**Hand rules for kinetic energy, mass polarisation, Darwin term and relativistic shift of 62-electron ions**

The table holds non-relativistic Hartree-Fock values (configuration average, point nucleus) of the kinetic energy, <Σ p_i·p_j>, the Darwin term and n(0) for Sm to Os14+, and the difference from Dirac-Coulomb Hartree-Fock totals. The program tests a Thomas-Fermi-Scott-Schwinger formula with an ionisation term, screened hydrogenic s densities, powers of Zα, the bare hydrogenic exchange count and a fit of the pair-term ratio in 1/Z and the 4f count. The rules reproduce the kinetic energy to 0.04 %, the pair term and n(0) to 0.12 %, the Darwin term to 0.51 % and the net shift to 1.6 % of the tabulated values. The bare count gives the sign and rough size of the pair term but overstates the 4f effect about sixfold. With Dirac orbitals the pair term is 11 to 12 % larger in magnitude in the two ions compared.

Calculated values. 62-electron atom and ions, B-spline radial code 1: non-relativistic Hartree-Fock at the basis-set limit, average of configuration, point nucleus. E(Dirac) is from Dirac-Coulomb Hartree-Fock with a Fermi nucleus, averaged over nl shells. Σ p_i·p_j runs over electron pairs i < j, n(0) is the electron density at the nucleus, and the Darwin term is the electron-nucleus one.

## Script

```python
# Table: 62-electron ions Sm..Os14+, B-spline radial code, non-relativistic Hartree-Fock (configuration average,
# point nucleus): kinetic energy, <sum p_i.p_j>, Darwin term, n(0); Dirac-Coulomb HF minus non-rel. total energy.
# Tested: hand rules (Thomas-Fermi-Scott-Schwinger, screened s densities, powers of Z alpha, 4f counting).
T = {
    'ion': ['Sm', 'Eu+', 'Gd2+', 'Tb3+', 'Dy4+', 'Ho5+', 'Er6+', 'Tm7+', 'Yb8+', 'Lu9+', 'Hf10+', 'Ta11+', 'W12+', 'Re13+', 'Os14+'],
    'Z': [62, 63, 64, 65, 66, 67, 68, 69, 70, 71, 72, 73, 74, 75, 76],
    'charge': [0, 1, 2, 3, 4, 5, 6, 7, 8, 9, 10, 11, 12, 13, 14],  # e
    'configuration': ['[Xe] 4f6 6s2', '[Xe] 4f7 6s1', '[Xe] 4f7 5d1', '[Xe] 4f8', '[Xe] 4f8', '[Kr] 4d10 4f9 5s2 5p5', '[Kr] 4d10 4f10 5s2 5p4', '[Kr] 4d10 4f11 5s2 5p3', '[Kr] 4d10 4f12 5s2 5p2', '[Kr] 4d10 4f12 5s2 5p2', '[Kr] 4d10 4f12 5s2 5p2', '[Kr] 4d10 4f13 5s2 5p1', '[Kr] 4d10 4f14 5s2', '[Kr] 4d10 4f14 5s2', '[Kr] 4d10 4f14 5s2'],
    'T': [10035, 10423, 10820, 11225, 11638, 12059, 12489, 12927, 13373, 13828, 14291, 14763, 15244, 15732, 16228],  # hartree
    'sms': [-3373, -3526, -3680, -3841, -4002, -4172, -4346, -4524, -4707, -4889, -5075, -5271, -5472, -5670, -5872],  # hartree m_e
    'sms_over_T': [-0.3361, -0.3383, -0.3401, -0.3422, -0.3439, -0.3459, -0.348, -0.35, -0.352, -0.3536, -0.3551, -0.357, -0.359, -0.3604, -0.3618],
    'darwin': [878.6, 937.2, 998.8, 1063, 1131, 1202, 1276, 1354, 1435, 1519, 1608, 1700, 1796, 1896, 2000],  # hartree
    'rho0': [169400, 177800, 186600, 195600, 204900, 214500, 224400, 234500, 245000, 255800, 266900, 278400, 290100, 302200, 314600],  # bohr⁻³
    'rel': [-394.5, -423.4, -454.0, -486.4, -520.6, -556.5, -594.3, -634.2, -676.1, -720.6, -767.5, -816.3, -867.6, -922.0, -979.2],  # hartree
}
import re
import numpy as np
from scipy.constants import alpha as al, physical_constants as pc
from scipy.special import genlaguerre
ion = T['ion']; Z, q, K, S, D, n0, R = (np.array(T[k], float) for k in ('Z', 'charge', 'T', 'sms', 'darwin', 'rho0', 'rel'))
r = -np.array(T['sms_over_T'], float)
Kr = '1s2 2s2 2p6 3s2 3p6 3d10 4s2 4p6'; core = {'[Kr]': Kr, '[Xe]': Kr + ' 4d10 5s2 5p6'}
occ = [{(int(n), 'spdf'.index(l)): int(k) for n, l, k in re.findall(r'(\d)([spdf])(\d+)', core[c[:4]] + c[4:])} for c in T['configuration']]
nf = np.array([o[(4, 3)] for o in occ], float)
pe = lambda m, y: 100 * (m / y - 1)
w = lambda e: f"worst {abs(e).max():.2f} % ({ion[int(abs(e).argmax())]})"
fit = lambda A, y: np.linalg.lstsq(A, y, rcond=None)[0]
ex = lambda y: np.polyfit(np.log(Z), np.log(abs(y)), 1)[0]
print(f"exponents in Z: T {ex(K):.2f}, sms {ex(S):.2f}, n(0) {ex(n0):.2f}, Darwin {ex(D):.2f}, net shift {ex(R):.2f}")
print("table rounding up to: T 0.005 %, sms 0.015 %, ratio 0.00005, n(0) 0.03 %, Darwin 0.05 %, net shift 0.013 %")
TF = 0.768745 * Z**(7/3) - 0.5 * Z**2 + 0.2699 * Z**(5/3)  # standard theoretical coefficients, not fitted
k = round(fit((q**(7/3))[:, None], TF - K)[0], 2); Tm = TF - k * q**(7/3)
print(f"T: neutral-atom formula {w(pe(TF, K))}; minus {k} q^(7/3) hartree: {w(pe(Tm, K))}")
u = al**2 * Z**4; idn = pe(np.pi / 2 * al**2 * Z * n0, D); cD = round((D / u).mean(), 2)
print(f"identity Darwin=(pi/2)a^2 Z n(0): {w(idn)}; bare sum 1/n^3 (n=1..5) {sum(n**-3. for n in range(1, 6)):.3f}")
print(f"Darwin/(a^2 Z^4) {(D/u).min():.4f} to {(D/u).max():.4f}; constant {cD}: {w(pe(cD * u, D))}")
iT, iW = ion.index('Tb3+'), ion.index('W12+')
ds = np.array([85953.21, 9316.847, 1991.622, 458.478, 69.84399])  # Tb3+ ns densities at nucleus, same run
ns = np.arange(1, 6); sig = np.round(Z[iT] - (np.pi * ns**3 * ds)**(1/3), 2)
nm = np.array([2 / np.pi * ((z - sig)**3 / ns**3).sum() for z in Z])
print("Tb3+ share of n(0), 1s..5s (%):", *[f"{x:.2f}" for x in 200 * ds / n0[iT]], "; screening:", *[f"{x:.2f}" for x in sig])
print(f"n(0) from screened 1s..5s (6s ignored): {w(pe(nm, n0))}")
A3 = np.c_[Z**0, -1 / Z, nf]; p = fit(A3, r); p = np.array([round(p[0], 4), round(p[1], 2), round(p[2], 5)]); rm = A3 @ p
p2 = fit(A3[:, :2], r)
print(f"|sms/T| constant {r.mean():.3f}: {w(pe(r.mean() + 0 * r, r))}; {p2[0]:.4f}-{p2[1]:.2f}/Z: max dev {abs(A3[:, :2] @ p2 - r).max():.5f}")
print(f"|sms/T| = {p[0]:.4f} - {p[1]:.2f}/Z + {p[2]:.5f} n4f: max dev {abs(rm - r).max():.5f}; corr(Z,n4f) {np.corrcoef(Z, nf)[0, 1]:.3f}")
st = np.diff(r); up = np.diff(nf) > 0
print(f"mean step of |sms/T|: 4f added {st[up].mean():.5f}, 4f unchanged {st[~up].mean():.5f}; sms from rules {w(pe(-rm * Tm, S))}")
x = np.linspace(0, 300, 60001)
def P(n, l):
    f = x**(l + 1) * np.exp(-x / n) * genlaguerre(n - l - 1, 2 * l + 1)(2 * x / n); return f / np.sqrt((f * f).sum())
orb = {a: P(*a) for a in set().union(*occ)}
J2 = {(a, b): ((0.5 / a[0]**2 - 0.5 / b[0]**2) * (orb[a] * x * orb[b]).sum())**2 for a in orb for b in orb if a[1] == b[1] + 1}
r0 = np.array([sum(o[a] * o[b] / 2 * a[1] / (4 * a[1]**2 - 1) * j for (a, b), j in J2.items() if a in o and b in o) / sum(c / 2 / a[0]**2 for a, c in o.items()) for o in occ])
lim = np.polyfit(1 / Z[-3:], r[-3:], 1)[1]
print(f"bare hydrogenic |sms/T| {r0.min():.3f} to {r0.max():.3f}; slope per 4f electron {np.polyfit(nf, r0, 1)[0]:.4f} (rows fit: {p[2]:.5f})")
print(f"4f14 5s2 rows extended linearly in 1/Z: {lim:.3f} (3 rows, rounding-limited); bare value {r0[-1]:.3f}")
K1 = 2 / al**2 * (np.sqrt(1 - (Z * al)**2) - 1) + Z**2; cR = round((R / K1).mean(), 2); pw = np.polyfit(np.log(Z), np.log(-R), 1)
print(f"net/(a^2 Z^4) {(R/u)[0]:.3f} to {(R/u)[-1]:.3f}; constant: {w(pe((R/u).mean() * u, R))}; power law: {w(pe(-np.exp(np.polyval(pw, np.log(Z))), R))}")
print(f"net/(Dirac 1s2 shift) {(R/K1)[0]:.3f} to {(R/K1)[-1]:.3f}; constant {cR}: {w(pe(cR * K1, R))}")
print(f"net/Darwin {(R/D)[0]:.3f} to {(R/D)[-1]:.3f} (hydrogenic 1s -0.25); net-Darwin {(R-D)[0]:.0f} to {(R-D)[-1]:.0f} hartree")
h = slice(0, 8)
print(f"Os14+ from rows Sm..Tm7+ only, error %: ratio {pe(A3[-1] @ fit(A3[h], r[h]), r[-1]):.2f}, Darwin {pe((D/u)[h].mean() * u[-1], D[-1]):.2f}, net {pe((R/K1)[h].mean() * K1[-1], R[-1]):.2f}")
print("ion   n4f step*1e4 bare ratio | ratio dev*1e4 | error %: T  sms  n(0)  Darwin  net")
for i, s in enumerate(ion):
    print(f"{s:6s}{nf[i]:3.0f} {('%.0f' % (1e4 * st[i-1])) if i else '-':>4s} {r0[i]:7.3f} | {1e4 * (rm - r)[i]:5.1f} | {pe(Tm, K)[i]:6.2f} {pe(-rm * Tm, S)[i]:6.2f} {pe(nm, n0)[i]:6.2f} {pe(cD * u, D)[i]:6.2f} {pe(cR * K1, R)[i]:6.2f}")
for i in (iT, iW):
    print(f"{ion[i]}: neutral formula {TF[i]:.0f} - {k * q[i]**(7/3):.1f} = T {Tm[i]:.0f} (table {K[i]:.0f}); ratio {rm[i]:.4f}; sms {-rm[i] * Tm[i]:.0f} ({S[i]:.0f})")
    print(f"  a^2Z^4 {u[i]:.1f}; Darwin {cD * u[i]:.0f} ({D[i]:.0f}); n(0) {nm[i]:.0f} ({n0[i]:.0f}); 1s2 shift {K1[i]:.1f}; net {cR * K1[i]:.1f} ({R[i]:.1f})")
M = 159 / pc['electron mass in u'][0]  # mass number used in the Tb3+ run, mass taken as 159 u
print(f"Tb3+, A=159: T/M {K[iT] / M:.4f}, sms/M {S[iT] / M:.4f}, sum {(K[iT] + S[iT]) / M:.4f} hartree")
for s, sd, nd in (('Tm7+', -5004.538, 881093.4), ('Ta11+', -5907.916, 1207699)):  # Dirac runs of the same rows
    i = ion.index(s); print(f"{s} Dirac orbitals: |sms| larger by {pe(sd, S[i]):.1f} %; density over nucleus / n(0) = {nd / n0[i]:.2f}")
assert abs(idn).max() < 0.1
assert (S < 0).all() and (R < 0).all() and (D > 0).all()
assert st[up].mean() > st[~up].mean() > 0
assert 4 < ex(R) < 5 and 3 < ex(n0) < 3.2
```

It prints:

```
exponents in Z: T 2.36, sms 2.73, n(0) 3.04, Darwin 4.04, net shift 4.46
table rounding up to: T 0.005 %, sms 0.015 %, ratio 0.00005, n(0) 0.03 %, Darwin 0.05 %, net shift 0.013 %
T: neutral-atom formula worst 0.37 % (Os14+); minus 0.14 q^(7/3) hartree: worst 0.04 % (Ho5+)
identity Darwin=(pi/2)a^2 Z n(0): worst 0.05 % (Tb3+); bare sum 1/n^3 (n=1..5) 1.186
Darwin/(a^2 Z^4) 1.1166 to 1.1258; constant 1.12: worst 0.51 % (Os14+)
Tb3+ share of n(0), 1s..5s (%): 87.89 9.53 2.04 0.47 0.07 ; screening: 0.36 3.36 9.72 19.83 34.84
n(0) from screened 1s..5s (6s ignored): worst 0.12 % (Os14+)
|sms/T| constant 0.350: worst 4.00 % (Sm); 0.4770-8.76/Z: max dev 0.00039
|sms/T| = 0.4560 - 7.60/Z + 0.00040 n4f: max dev 0.00028; corr(Z,n4f) 0.987
mean step of |sms/T|: 4f added 0.00204, 4f unchanged 0.00157; sms from rules worst 0.12 % (Tm7+)
bare hydrogenic |sms/T| 0.434 to 0.456; slope per 4f electron 0.0026 (rows fit: 0.00040)
4f14 5s2 rows extended linearly in 1/Z: 0.465 (3 rows, rounding-limited); bare value 0.456
net/(a^2 Z^4) -0.501 to -0.551; constant: worst 4.87 % (Sm); power law: worst 0.20 % (Os14+)
net/(Dirac 1s2 shift) 1.794 to 1.850; constant 1.82: worst 1.63 % (Os14+)
net/Darwin -0.449 to -0.490 (hydrogenic 1s -0.25); net-Darwin -1273 to -2979 hartree
Os14+ from rows Sm..Tm7+ only, error %: ratio -0.28, Darwin -0.60, net -2.13
ion   n4f step*1e4 bare ratio | ratio dev*1e4 | error %: T  sms  n(0)  Darwin  net
Sm      6    -   0.434 |  -2.8 |   0.01  -0.08  -0.02   0.31   1.43
Eu+     7   22   0.438 |  -1.3 |   0.02  -0.02   0.02   0.25   1.15
Gd2+    7   18   0.440 |  -0.5 |   0.03   0.01  -0.01   0.18   0.88
Tb3+    8   21   0.442 |   0.8 |   0.03   0.06   0.01   0.15   0.60
Dy4+    8   17   0.442 |   1.5 |   0.04   0.09   0.02   0.06   0.33
Ho5+    9   20   0.444 |   2.7 |   0.04   0.10   0.03  -0.01   0.11
Er6+   10   21   0.447 |   2.4 |   0.04   0.11   0.03  -0.06  -0.10
Tm7+   11   20   0.449 |   2.6 |   0.03   0.12   0.08  -0.15  -0.30
Yb8+   12   20   0.452 |   2.3 |   0.03   0.10   0.08  -0.21  -0.48
Lu9+   12   16   0.452 |   1.6 |   0.02   0.08   0.09  -0.22  -0.71
Hf10+  12   15   0.452 |   1.4 |   0.02   0.05   0.10  -0.32  -0.94
Ta11+  13   19   0.454 |   0.9 |   0.00   0.02   0.09  -0.37  -1.09
W12+   14   20   0.456 |  -1.0 |  -0.02  -0.03   0.11  -0.42  -1.24
Re13+  14   14   0.456 |  -1.3 |  -0.03  -0.07   0.11  -0.47  -1.43
Os14+  14   14   0.456 |  -2.0 |  -0.04  -0.10   0.12  -0.51  -1.63
Tb3+: neutral formula 11230 - 1.8 = T 11228 (table 11225); ratio 0.3423; sms -3843 (-3841)
  a^2Z^4 950.6; Darwin 1065 (1063); n(0) 195620 (195600); 1s2 shift -268.8; net -489.3 (-486.4)
W12+: neutral formula 15288 - 46.2 = T 15241 (table 15244); ratio 0.3589; sms -5470 (-5472)
  a^2Z^4 1596.8; Darwin 1788 (1796); n(0) 290427 (290100); 1s2 shift -470.8; net -856.9 (-867.6)
Tb3+, A=159: T/M 0.0387, sms/M -0.0133, sum 0.0255 hartree
Tm7+ Dirac orbitals: |sms| larger by 10.6 %; density over nucleus / n(0) = 3.76
Ta11+ Dirac orbitals: |sms| larger by 12.1 %; density over nucleus / n(0) = 4.34
```
